\section*{Photon shot noise: local CD uniformity and the microbridge tail}

One Poisson count governs both the local CD uniformity (LCDU) of an EUV pattern and its rare stochastic failures. LCDU probes the centre of the count distribution and failures probe its far tail, so the two need different approximations.

\subsection*{Premises and conventions}

\begin{enumerate}
\item \emph{Independent absorption.} Photons are absorbed independently, with mean areal density $n(y,s)$ summed over the film thickness $L$. The coordinate $y$ runs across the space, $s$ along it.
\item \emph{Window blur.} Electron transport and acid diffusion are represented by a moving window. The latent signal at a point is the number $N$ of photons absorbed in a rectangle centred on it, of width $w$ along $y$, length $\ell$ along $s$ and area $A=w\ell$.
\item \emph{Threshold.} The resist is positive tone. It clears where $N>N_c$ and stays where $N\le N_c$; $N_c$ is a property of resist and process, not of the dose.
\item \emph{Two-beam image.} For equal lines and spaces of pitch $p$, with the space centred at $y=0$,
\begin{equation}
n(y)=\bar n\,[1+m_0\cos(2\pi y/p)],\qquad \bar n=\frac{\lambda}{hc}\,fE\,(1-e^{-\alpha L}). \label{eq:n}
\end{equation}
$E$ is the nominal (open-frame) dose, $f$ the pitch-averaged intensity relative to the open frame, $\alpha$ the absorption coefficient.
\end{enumerate}
The symbol $\sigma$ always means one standard deviation. ILS $=|d\ln\mu/dy|$ at the nominal edge and NILS $=\mathrm{CD}\cdot\mathrm{ILS}$ refer to the blurred (latent) image $\mu(y)$, not to the aerial image.

\subsection*{Step 1: the count and the correlation area}

Divide a window into $K$ small cells, cell $j$ holding one absorbed photon with probability $q_j\ll1$. Independence gives $\langle e^{-tN}\rangle=\prod_j[1+q_j(e^{-t}-1)]$. As $K\to\infty$ with $\sum_jq_j=\mu$ fixed and $\max q_j\to0$, only the term linear in $q_j$ survives in the logarithm:
\begin{equation}
\langle e^{-tN}\rangle=\exp[\mu(e^{-t}-1)]. \label{eq:gf}
\end{equation}
This is the generating function of $p_k=e^{-\mu}\mu^k/k!$, with mean and variance both equal to $\mu$. Note that $\mu$ counts absorbed photons, not incident ones.

For a general blur kernel $g$ the signal is $D=\sum_ig(\mathbf r-\mathbf r_i)$. The same product, with $t$ replaced by $tg$ in each cell, yields
\begin{equation}
\ln\langle e^{-tD}\rangle=\int n\,(e^{-tg}-1)\,d^2r, \label{eq:camp}
\end{equation}
whose first two orders in $t$ give $\langle D\rangle=\int ng$ and $\operatorname{Var}D=\int ng^2$ (Campbell's theorem). For uniform $n$ the relative variance is $1/(nA_{\rm c})$ with the correlation area $A_{\rm c}=(\int g)^2/\int g^2$. A rectangle has $A_{\rm c}=w\ell$; a Gaussian $g=e^{-r^2/2\sigma_b^2}$ has $A_{\rm c}=(2\pi\sigma_b^2)^2/(\pi\sigma_b^2)=4\pi\sigma_b^2$. The window of premise 2 is chosen to have the correlation area of the real blur.

Integrating Eq.~\eqref{eq:n} over the window gives the latent image
\begin{equation}
\mu(y)=\bar nA\,[1+m\cos(2\pi y/p)],\qquad m=m_0\frac{\sin(\pi w/p)}{\pi w/p}. \label{eq:lat}
\end{equation}
We take $w=p/2$, so that the centred window spans the space and $m=2m_0/\pi$. At dose-to-size the edges lie at $y=\pm p/4$, where the cosine vanishes. Hence $N_c=\bar nA$ at that dose, ILS $=2\pi m/p$ and NILS $=\pi m$.

\subsection*{Step 2: dose sensitivity of the CD}

Scale the dose by a factor. The right-hand edge $y_e$ obeys $\ln\mu(y_e)=\ln N_c$ with $\mu\propto E$, so $d\ln E-\mathrm{ILS}\,dy_e=0$. The left-hand edge moves by the same amount in the opposite direction, and
\begin{equation}
\frac{d\,\mathrm{CD}}{d\ln E}=\frac{2}{\mathrm{ILS}}=\frac{2\,\mathrm{CD}}{\mathrm{NILS}}. \label{eq:sens}
\end{equation}
For the image \eqref{eq:lat} the finite form follows from $(E/E_0)[1+m\cos(\pi\,\mathrm{CD}/p)]=1$, with $E_0$ the dose-to-size:
\begin{equation}
\mathrm{CD}(E)=\frac p\pi\arccos\frac{E_0/E-1}{m}. \label{eq:cd}
\end{equation}
The space closes at $E/E_0=1/(1+m)$, with infinite slope.

\subsection*{Step 3: local CD uniformity}

Let $Y$ be the random position of the right-hand edge at some $s$. If the signal crosses the threshold once in the edge region, $Y>y$ holds exactly when the point $y$ clears: $P(Y>y)=P[N(y)>N_c]$. Near the edge $\mu(y)\simeq N_c[1-\mathrm{ILS}\,(y-y_e)]$. Within a few standard deviations of a large mean the Poisson law is normal, with variance $N_c$ to leading order, so
\begin{equation}
P(Y>y)\simeq\Phi\!\left[-\sqrt{N_c}\;\mathrm{ILS}\,(y-y_e)\right],\qquad \sigma_e=\frac{1}{\mathrm{ILS}\sqrt{N_c}},
\end{equation}
where $\Phi$ is the standard normal distribution function.

A local CD is twice the mean half-width. Suppose the measured contour is controlled by $K$ disjoint windows of equal weight, each of mean count $N_c$. Then $\delta\mathrm{CD}=(2/K)\sum_j\delta Y_j$ with independent terms, the variance is $4\sigma_e^2/K$, and with Eq.~\eqref{eq:sens}
\begin{equation}
\boxed{\sigma_{\rm CD}=\frac{d\,\mathrm{CD}/d\ln E}{\sqrt{\mu_e}}=\frac{2\,\mathrm{CD}}{\mathrm{NILS}\sqrt{\mu_e}},\qquad \mu_e=KN_c.} \label{eq:lcdu}
\end{equation}
The count $\mu_e$ is the total collected by the windows that control the edge. A contact small enough for one window to control its whole contour has $K=1$: the count acts as a private dose with relative noise $1/\sqrt{\mu_e}$. In our space the edge windows are $[-p/2,0]$ and $[0,p/2]$, which are disjoint, so $K=2$ and $\sigma_{\rm CD}=\sqrt2\,\sigma_e$.

\subsection*{Step 4: the failure event and its exponential bound}

A microbridge at position $s$ needs resist at every $y$ across the space, in particular at the centre. The bridge probability is therefore at most $P=P(N\le N_c)$, where $N$ is the count in the centred window, of mean $\mu\equiv\mu(0)$. Write $N_c=x\mu$ with $0<x<1$; at dose-to-size $x=1/(1+m)$.

For $t>0$ the indicator of $N\le x\mu$ never exceeds $e^{t(x\mu-N)}$, which is at least one on the event and positive elsewhere. Averaging with Eq.~\eqref{eq:gf},
\begin{equation}
P\le\exp[\mu(xt+e^{-t}-1)].
\end{equation}
The exponent is convex in $t$, and its derivative $\mu(x-e^{-t})$ vanishes at $t=-\ln x>0$. Inserting this value gives the Chernoff bound
\begin{equation}
\boxed{P\le e^{-B},\qquad B=\mu I(x),\qquad I(x)=1-x+x\ln x.} \label{eq:ch}
\end{equation}
At dose-to-size $\mu=N_c(1+m)$, so that $B=N_c[m-\ln(1+m)]$ with $m=\mathrm{NILS}/\pi$.

\subsection*{Step 5: the prefactor}

A bound alone does not show that $B$ is the true exponent. Take $k=N_c$ integer. Stirling's formula with remainder, $k!=\sqrt{2\pi k}\,(k/e)^ke^{\theta/12k}$ with $0<\theta<1$, gives
\begin{equation}
p_k=\frac{e^{-\mu+k+k\ln(\mu/k)}}{\sqrt{2\pi k}}e^{-\theta/12k}=\frac{e^{-B}}{\sqrt{2\pi k}}e^{-\theta/12k}.
\end{equation}
Since $p_{j-1}/p_j=j/\mu$, we have $P=p_kS$ with $S=\sum_{j\ge0}x^j\prod_{i=0}^{j-1}(1-i/k)$, whose terms vanish for $j>k$. Each product lies between $1-j(j-1)/2k$ and 1. With $\sum_jx^j=1/(1-x)$ and $\sum_jj(j-1)x^j=2x^2/(1-x)^3$,
\begin{equation}
\frac{1}{1-x}\left[1-\frac{x^2}{k(1-x)^2}\right]\le S\le\frac1{1-x}. \label{eq:S}
\end{equation}
For $k(1-x)^2\gg x^2$ and $k\gg1$ the result is
\begin{equation}
\boxed{P\simeq\frac{e^{-\mu I(x)}}{(1-x)\sqrt{2\pi x\mu}}.} \label{eq:asym}
\end{equation}

\subsection*{Step 6: what is linear in what}

\emph{Fixed $x$.} Equation~\eqref{eq:asym} gives $\ln P=-\mu I(x)-\tfrac12\ln\mu+\text{const}$. Up to the logarithm, $\ln P$ is linear in $\mu$, hence in the product of area, absorbed fraction and dose. This describes a change of $\ell$ at fixed image, and a series of resists of different sensitivity but equal blur, each exposed at its own dose-to-size.

\emph{Fixed resist.} In a dose meander $N_c$ is fixed and $x=N_c/\mu$ moves. Then
\begin{equation}
B=\mu-N_c-N_c\ln(\mu/N_c),\qquad \frac{dB}{d\mu}=1-x,\qquad \frac{d^2B}{d\mu^2}=\frac{N_c}{\mu^2}>0. \label{eq:fix}
\end{equation}
The exact distribution confirms the slope: $dp_j/d\mu=p_{j-1}-p_j$ telescopes to $dP/d\mu=-p_k$, so $d\ln P/d\mu=-1/S\simeq-(1-x)$. Here $\ln P$ bends downward with dose and becomes linear only for $\mu\gg N_c$. The slope $1-x$ exceeds the fixed-$x$ slope $I(x)$ by $-x\ln x>0$, because added dose also moves the threshold deeper into the tail (and widens the space). Dividing $d\ln P/d\ln E\simeq-(\mu-N_c)$ by Eq.~\eqref{eq:sens} gives the steepness of the failure cliff against mean CD,
\begin{equation}
\frac{d\ln P}{d\,\mathrm{CD}}\simeq-\frac{(\mu-N_c)\,\mathrm{NILS}}{2\,\mathrm{CD}}. \label{eq:cliff}
\end{equation}

\subsection*{Step 7: two Gaussians that miss in opposite directions}

\emph{Gaussian in the count.} With $\delta=1-x$, $I$ and $dI/d\delta$ vanish at $\delta=0$ and $d^2I/d\delta^2=1/(1-\delta)=\sum_n\delta^n$. Integrating twice,
\begin{equation}
I=\sum_{n\ge2}\frac{\delta^n}{n(n-1)}=\frac{\delta^2}2+\frac{\delta^3}6+\frac{\delta^4}{12}+\dots \label{eq:ser}
\end{equation}
The first term is the Gaussian exponent $\mu(1-x)^2/2=z^2/2$, with $z=\delta\sqrt\mu$. All further terms are positive, so the lower Poisson tail is thinner than the Gaussian one, which overestimates bridging. The Gaussian suffices only while $\mu\delta^3/6=z^3/(6\sqrt\mu)\ll1$. For an excess of photons, the cause of line breaks, the same argument with $t<0$ gives the same $I(x)$ for $x>1$. There $d^2I/dx^2=1/x<1$, so $I<(x-1)^2/2$ and the Gaussian underestimates the tail.

\emph{Gaussian in the CD.} Extrapolating a normal CD distribution of width \eqref{eq:lcdu} to $\mathrm{CD}=0$ gives the exponent $\mathrm{CD}^2/2\sigma_{\rm CD}^2=\mathrm{NILS}^2N_c/4=\pi^2m^2N_c/4$ for $K=2$. The true exponent obeys $B<m^2N_c/2$, because $\ln(1+m)>m-m^2/2$ for $m>0$. The extrapolated exponent is thus too large by more than the factor $\pi^2/2$. It lets the edges travel to the centre at constant slope, whereas the image flattens there, as Eq.~\eqref{eq:cd} shows. A value of LCDU does not predict the failure rate by counting sigmas.

\subsection*{Numerical illustration: 14 nm space at 28 nm pitch}

The inputs are illustrative, of typical size for a chemically amplified EUV resist: $\lambda=13.5$ nm, $E_0=50$ mJ/cm$^2$, $\alpha=5\ \mu$m$^{-1}$, $L=30$ nm, $w=\ell=14$ nm. A thin binary mask passes amplitudes $1/2$ and $1/\pi$ in two-beam imaging, and $|1/2+e^{2\pi iy/p}/\pi|^2$ has mean $1/4+1/\pi^2=0.351$ and modulation 0.91. We take $f=0.35$ and assume $m_0=0.80$ to allow for contrast loss.

The photon energy is 91.84 eV, so 1 mJ/cm$^2$ is 0.6796 photons/nm$^2$. The absorbed fraction is 0.1393 and $\bar n=1.657$ nm$^{-2}$. The area $A=196$ nm$^2$ equals that of a Gaussian blur with $\sigma_b=3.95$ nm. Then $m=0.509$, NILS $=1.60$, $N_c=324.7$ and $\mu=490.1$. From here on we use $N_c=325$, $\mu=490$ and their ratio $x=0.663$; this rounding moves $B$ from 31.7 to 31.6.

\emph{LCDU.} $d\,\mathrm{CD}/d\ln E=17.5$ nm and $\mu_e=650$, so $\sigma_e=0.49$ nm, $\sigma_{\rm CD}=0.69$ nm and $3\sigma_{\rm CD}=2.1$ nm.

\emph{Tail.} $I=0.0644$ and $B=31.56$, so the bound \eqref{eq:ch} is $2.0\times10^{-14}$. The prefactor in Eq.~\eqref{eq:asym} is 0.066, giving $P=1.3\times10^{-15}$; the bracket \eqref{eq:S} is 1.2\% wide, and direct summation of $p_j$ also gives $1.3\times10^{-15}$. The count Gaussian has $z=7.45$ and exponent 27.78, short of $B$ by 3.78 (a factor 44), of which the cubic term supplies 3.12. With its own prefactor the Gaussian tail is $4.5\times10^{-14}$. The CD Gaussian has exponent 208, a probability of order $10^{-90}$.

\begin{center}
\begin{tabular}{ccccccc}
\hline
$E$ (mJ/cm$^2$) & $\mu$ & $x$ & CD (nm) & $B$ & $z^2/2$ & $B$ at fixed $x$\\
\hline
45 & 441 & 0.737 & 12.0 & 16.8 & 15.3 & 28.4\\
50 & 490 & 0.663 & 14.0 & 31.6 & 27.8 & 31.6\\
55 & 539 & 0.603 & 15.6 & 49.6 & 42.5 & 34.7\\
\hline
\end{tabular}
\end{center}
All columns but the last hold $N_c=325$. There $B$ rises in unequal steps of 14.8 and 18.0; at fixed $x$ both steps are 3.2. At dose-to-size 1\% of dose changes $P$ by $e^{1.65}=5.2$, and Eq.~\eqref{eq:cliff} gives 9.4 nm$^{-1}$, or 4.1 decades per nm of mean CD. One window per $p\ell=392$ nm$^2$ means $2.6\times10^{11}$ disjoint trials per cm$^2$ and $3\times10^{-4}$ events per cm$^2$.

\subsection*{Range of validity and size of neglected terms}

Equation~\eqref{eq:ch} holds for any $\mu$ and $0<x<1$. Equation~\eqref{eq:asym} needs $N_c(1-x)^2\gg x^2$. Equation~\eqref{eq:lcdu} needs $N_c\gg1$, a single crossing, $\sigma_e\ll p/2\pi$ (4.5 nm here) for the linearisation, and $\sigma_e\ll w$ (ratio 0.035) for displaced edge windows to overlap little. The physical simplifications should be set against the Poisson--Gauss difference of 3.78 in $B$.

\emph{Acid statistics.} Let each absorbed photon make a Poisson number of acids with mean $\phi$, all in its window. Averaging Eq.~\eqref{eq:gf} first over acids, then over photons, the acid count $M$ has $\ln\langle e^{-tM}\rangle=\mu\{\exp[-\phi(1-e^{-t})]-1\}$, with mean $\phi\mu$ and relative variance $(1+1/\phi)/\mu$. The argument of Step 4 for $M\le x\phi\mu$ gives
\begin{equation}
B_a=\mu\max_t\left\{1-e^{-\phi(1-e^{-t})}-x\phi t\right\}.
\end{equation}
For a typical $\phi=3$ the maximum is at $t=0.107$ and $B_a=24.3$, lower by 7.3, a factor of about $1.5\times10^3$; $3\sigma_{\rm CD}$ becomes 2.4 nm. This is the largest term evaluated here. Quencher and dissolution noise add variance too and are not evaluated.

\emph{Kernel shape.} For a Gaussian kernel and uniform $n$, substituting $u=tg$ in Eq.~\eqref{eq:camp} gives $-2\pi\sigma_b^2n\int_0^t(1-e^{-u})\,du/u$. At equal $A_c$, $2\pi\sigma_b^2n=\mu/2$, and the exponent is $(\mu/2)\max_t[\int_0^t(1-e^{-u})\,du/u-xt]=33.1$ at $t=0.886$, higher by 1.5 at the same $x$. The kernel also sets $m$: the Gaussian transfers $e^{-2\pi^2\sigma_b^2/p^2}=0.675$ of $m_0$, the window 0.637.

\emph{Inputs.} Since $\partial B/\partial m=N_c(1-x)$ at dose-to-size, a change of 0.05 in $m_0$ moves $B$ by 3.5, and 10\% in absorbed count at fixed $x$ moves it by 3.2. Residue at the bottom of the film is decided by part of the thickness only, which lowers the relevant $\mu$.

\emph{Necessary versus sufficient.} Given $N=N_c$, the mean density is $xn(y)$ inside the centred window and $n(y)$ outside. Shifting the window by $y=p\vartheta/2\pi$ gains a strip beyond one nominal edge and drops one inside the other, changing the mean count by $(N_c/\pi)[(1-x)\vartheta-(1+x)m_0(1-\cos\vartheta)]$. The maximum, at $\sin\vartheta=(1-x)/[(1+x)m_0]$, is 4.4 photons. Since $p_{j-1}/p_j\simeq x$, lowering the centre count by this much costs $x^{-4.4}\approx6$. The estimate ignores noise in the strips and fixes only the order.

\emph{Sliding along the space.} Windows between the disjoint ones add trials. For a smooth Gaussian process with correlation $r(s)=e^{-s^2/4\sigma_b^2}$, Rice's formula gives $\sqrt{-r''(0)}\,e^{-z^2/2}/2\pi$ crossings per unit length. Over $\ell=2\sqrt\pi\,\sigma_b$ this is $z$ times the single-point tail $e^{-z^2/2}/(z\sqrt{2\pi})$, a factor near 7 that roughly offsets the previous one.

Only exponents and orders of magnitude are therefore supported. The photon-only model gives $3\sigma_{\rm CD}\approx2$ nm and about $10^{-15}$ per correlation area; the acid factor raises its $3\times10^{-4}$ cm$^{-2}$ to about 0.5 cm$^{-2}$ if the prefactor is kept. These numbers are the model's, not a resist's. As typical knowledge, not a measurement, chemically amplified resists at this pitch and dose show a $3\sigma$ width roughness near 3 nm and stochastic defects at one per cm$^2$ or more, so the photon-only model is about 30\% low in width noise and three or more decades low in defect density.